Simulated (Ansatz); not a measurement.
# Ligand exchange: BH(CH3)Cl + C2H4F2 → BH(CH3)F + C2H4ClF

Species: BH(CH3)Cl, singlet; C2H4F2 (1,2-difluoroethane) `FCCF`, singlet; BH(CH3)F, singlet; C2H4ClF (1-chloro-2-fluoroethane) `FCCCl`, singlet. The partners trade Cl for F: B–Cl and C–F bonds give way to B–F and C–Cl.

Shapes, held fixed at every level: PBE0-D4/def2-TZVP. Flexible molecules stand in one conformer, not always the lowest. Programs: Ansatz 0.2.0. The zero-point and thermal change to 298 K, harmonic and unscaled (PBE0-D4/def2-TZVP), is 0.0 kJ/mol.

| level | kind | ΔH(298 K) (kJ/mol) | less CCSD(T)/CBS estimate |
| --- | --- | --- | --- |
| HF/def2-SVP | Hartree–Fock | -57.4 | +14.0 |
| SPW92/def2-TZVPP | LDA | -65.8 | +5.6 |
| BHLYP-D4/def2-TZVPP | global hybrid | -68.6 | +2.8 |
| wB97X-V/def2-TZVPP | range-separated hybrid | -66.0 | +5.4 |
| B2PLYP/def2-TZVPP | double hybrid | -69.4 | +2.0 |
| CCSD/def2-SVP | coupled cluster or CI | -63.8 | +7.6 |
| CCSD/def2-TZVPP | coupled cluster or CI | -69.3 | +2.1 |
| CCSD(T)/CBS estimate | coupled cluster or CI | -71.4 | 0.0 |

The highest level, CCSD(T)/CBS estimate, gives ΔH(298 K) = -71.4 kJ/mol; the levels span -71.4 to -57.4. The column of differences is taken from that level and isn't an error. No measured value is set beside it here. The CBS estimate extrapolates MP2 from def2-TZVPP and def2-QZVPP and adds CCSD(T) − MP2 in the triple-zeta set, cores frozen.

The exchange is clearly exothermic at every level, with fluorine preferring boron and chlorine left on carbon. Breaking a C–F bond in favour of a weaker C–Cl bond costs energy, but the gain from replacing B–Cl by B–F is larger. Boron is more electropositive than carbon, so its bond to fluorine is more polar, and its formally empty 2p orbital accepts π density from a fluorine lone pair. The compact fluorine 2p orbital overlaps with it better than the diffuse chlorine 3p does, while the saturated carbon offers no comparable low-lying acceptor.

Hartree–Fock in the small basis gives the weakest driving force, and both correlation and basis size contribute: in def2-SVP, CCSD lowers the value from -57.4 to -63.8 kJ/mol, and the larger def2-TZVPP set brings it to -69.3 kJ/mol. The preference itself is therefore not sensitive to the treatment of correlation. The reaction enthalpy alone cannot separate the σ-polar from the π-donor contribution, nor does it indicate how readily the exchange would occur.
